**Question: how does the Cs 6s₁/₂ orbital behave at a point nucleus?**

I am testing a radial Dirac code on Cs with a point nucleus, and the 6s density keeps rising as I move the first grid point inward. My data: $Z=55$, $\alpha=1/137.036$, ionisation energy approximately 3.894 eV, electronic screening potential at the nucleus approximately $V_0=375\,E_h$ (Thomas–Fermi estimate, treated as local and constant at small $r$), rms charge radius approximately 4.80 fm, to be turned into a uniform-sphere radius $R$.

(a) What power of $r$ and what ratio $Q/P$ should I see at the origin? (b) Is the divergence a problem? (c) How large is the next term at $r=R$? (d) What are the density at $R$ and the probability inside $R$?

---

**Answer**

**Conventions.** Atomic units, $c=1/\alpha$, rest energy subtracted from $\varepsilon$. Take $\psi=r^{-1}\,(P\,\Omega_{\kappa m},\; iQ\,\Omega_{-\kappa m})$ with $\boldsymbol\sigma\cdot\hat{\mathbf r}\,\Omega_{\kappa m}=-\Omega_{-\kappa m}$; $s_{1/2}$ has $\kappa=-1$. The sign of $Q/P$ depends on this choice. With $V=-Z/r+V_0$ and $W=\varepsilon-V_0$,

$$P'=-\frac{\kappa}{r}P+\Big(\frac{Z\alpha}{r}+2c+\frac{W}{c}\Big)Q,\qquad Q'=\frac{\kappa}{r}Q-\Big(\frac{Z\alpha}{r}+\frac{W}{c}\Big)P .$$

Here $\varepsilon=-3.894\ \text{eV}=-0.143\,E_h$, so $W\approx-375\,E_h$. The radius is $R=\sqrt{5/3}\times4.80\ \text{fm}=6.20\ \text{fm}=1.17\times10^{-4}\,a_0$.

**(a) Leading power.** Insert $P=r^\gamma(P_0+P_1r+\dots)$ and $Q=r^\gamma(Q_0+Q_1r+\dots)$. The $r^{\gamma-1}$ terms give

$$(\gamma+\kappa)P_0=Z\alpha\,Q_0,\qquad(\gamma-\kappa)Q_0=-Z\alpha\,P_0 .$$

A nonzero solution needs $\gamma^2-\kappa^2+(Z\alpha)^2=0$, so

$$\gamma=\sqrt{\kappa^2-(Z\alpha)^2},\qquad \frac{Q_0}{P_0}=\frac{\gamma+\kappa}{Z\alpha}.$$

The negative root gives $P^2\sim r^{-2\gamma}$, which is not integrable when $\gamma>1/2$. Neither $\varepsilon$ nor $V_0$ enters, so every $s_{1/2}$ orbital of Cs starts the same way. For $\kappa=-1$,

$$\frac{Q_0}{P_0}=-\frac{Z\alpha}{1+\gamma}.$$

Numbers: $Z\alpha=0.40135$, $\gamma=0.91592$, $Q_0/P_0=-0.20948$. The value $-Z\alpha/2=-0.20068$ is only the limit $Z\alpha\to0$; the exact ratio is larger in magnitude by $2/(1+\gamma)=1.044$. The small component carries $Q_0^2/(P_0^2+Q_0^2)=(1-\gamma)/2=4.20\%$ of the density at the origin. For $p_{1/2}$ ($\kappa=+1$) the exponent is the same and $Q_0/P_0=(1+\gamma)/Z\alpha=4.77$, so the small component dominates there.

**(b) The divergence.** For $j=1/2$ both spinors have $|\Omega|^2=1/4\pi$, so

$$\rho(r)=\frac{P^2+Q^2}{4\pi r^2}\propto r^{2\gamma-2}=r^{-0.16815}.$$

Your code is behaving correctly. The density grows by $10^{2-2\gamma}=1.47$ per decade inward, and doubles only when $r$ shrinks by $2^{1/(2-2\gamma)}\approx62$. The probability $\int\rho\,4\pi r^2dr\propto\int r^{2\gamma}dr$ converges at the origin.

**(c) Next order.** For $\kappa=-1$ the $r^{\gamma}$ terms give

$$\gamma P_1-Z\alpha\,Q_1=\Big(2c+\frac Wc\Big)Q_0,\qquad Z\alpha\,P_1+(\gamma+2)Q_1=-\frac Wc P_0 ,$$

with determinant $\gamma(\gamma+2)+(Z\alpha)^2=2\gamma+1$. Write $P^2+Q^2=(P_0^2+Q_0^2)\,r^{2\gamma}(1+d\,r)$ with $d=2(P_0P_1+Q_0Q_1)/(P_0^2+Q_0^2)$. Solving and using $Q_0^2/P_0^2=(1-\gamma)/(1+\gamma)$,

$$d=-\frac{2Z\,(3+2W\alpha^2)}{2\gamma+1}.$$

Two tests: $\alpha\to0$ gives the cusp value $-2Z$, and the hydrogenic 1s energy $W=c^2(\gamma-1)$ gives $-2Z$ exactly, as its density factor $e^{-2Zr}$ requires. For Cs 6s, $W\alpha^2=-0.020$ and $d=-115.0\,a_0^{-1}$, against $-116.5\,a_0^{-1}$ for $W=0$. Then $dR=-0.0135$, so the bare power law holds to about one per cent out to $R$.

**(d) Amplitude.** The series fixes the shape only. For the size use a semiclassical (Fermi–Segrè type) normalisation. At $W=0$ the equations are solved exactly by

$$P=C\Big[(\gamma+\kappa)J_{2\gamma}(x)-\frac x2J_{2\gamma-1}(x)\Big],\qquad Q=C\,Z\alpha\,J_{2\gamma}(x),\qquad x=\sqrt{8Zr}.$$

At large $x$, $P^2\to C^2x\cos^2(\cdot)/2\pi$. The local momentum is $p=\sqrt{2Z/r}=4Z/x$, so the average is $\overline{P^2}=C^2Z/(\pi p)$. WKB continues the $1/p$ form through the screened region. Normalising, with $Q^2$ negligible over most of the orbit, needs $\int dr/p=\pi/(d\varepsilon/dn)$, half the classical period. For $\varepsilon=-1/2\nu^2$ with a constant quantum defect this is $\pi\nu^3$, hence $C^2=1/(Z\nu^3)$.

At small $x$, $J_{2\gamma}\to(2Zr)^\gamma/\Gamma(2\gamma+1)$ and $\tfrac x2J_{2\gamma-1}\to2\gamma\,(2Zr)^\gamma/\Gamma(2\gamma+1)$. For $\kappa=-1$ the squared coefficients add to $(1+\gamma)^2+(Z\alpha)^2=2(1+\gamma)$, so

$$\rho(r)\simeq\frac{Z}{\pi\nu^3}\;\frac{2(1+\gamma)}{\Gamma(2\gamma+1)^2}\;(2Zr)^{2\gamma-2}\,(1+d\,r)\quad[a_0^{-3}],$$

where $d$ is taken from (c). Numbers:

- $\nu=(2|\varepsilon|)^{-1/2}=1.869$, so $Z/\pi\nu^3=2.68\,a_0^{-3}$, the limit of the formula at $\gamma=1$.
- $\Gamma(2\gamma+1)=1.722$, so $2(1+\gamma)/\Gamma^2=1.292$.
- $2ZR=0.0129$, so $(2ZR)^{2\gamma-2}=2.08$.

The leading term gives $\rho(R)=7.2\,a_0^{-3}$, and $7.1\,a_0^{-3}$ with the factor $1+dR$. Integrating,

$$\int_0^R\rho\,4\pi r^2dr=\frac{4\pi R^3}{2\gamma+1}\,\rho_{\rm lead}(R)\Big[1+\frac{2\gamma+1}{2\gamma+2}\,dR\Big]=5.1\times10^{-11}.$$

The divergence raises the leading-term average inside $R$ above $\rho_{\rm lead}(R)$ only by $3/(2\gamma+1)=1.059$.

**What these numbers mean.** The results of (a) and (b) are exact for a point charge in this local potential. The density and probability in (d) are the model's. A normalisation of this kind is typically good to roughly ten per cent for alkali $s$ states, which is more than the $dR$ term and more than the last factor above, so the second figure is not secure.

Inside a real nucleus the power law does not hold. With $V(0)$ finite there is no $Z\alpha/r$ term, and $\kappa=-1$ starts as $P=P_1r$, $Q=Q_2r^2$. The second radial equation gives $3Q_2=-[W-V_{\rm nuc}(0)]P_1/c$. For a uniform sphere $V_{\rm nuc}(0)=-3Z/2R=-7.05\times10^{5}\,E_h$, which dwarfs $W$, so

$$\frac QP\simeq-\frac{Z\alpha}{2}\,\frac rR\qquad(r\ll R).$$

The ratio now vanishes at the origin and the density is finite there, in place of the constant $-0.20948$ and the $r^{-0.16815}$ growth of the point nucleus.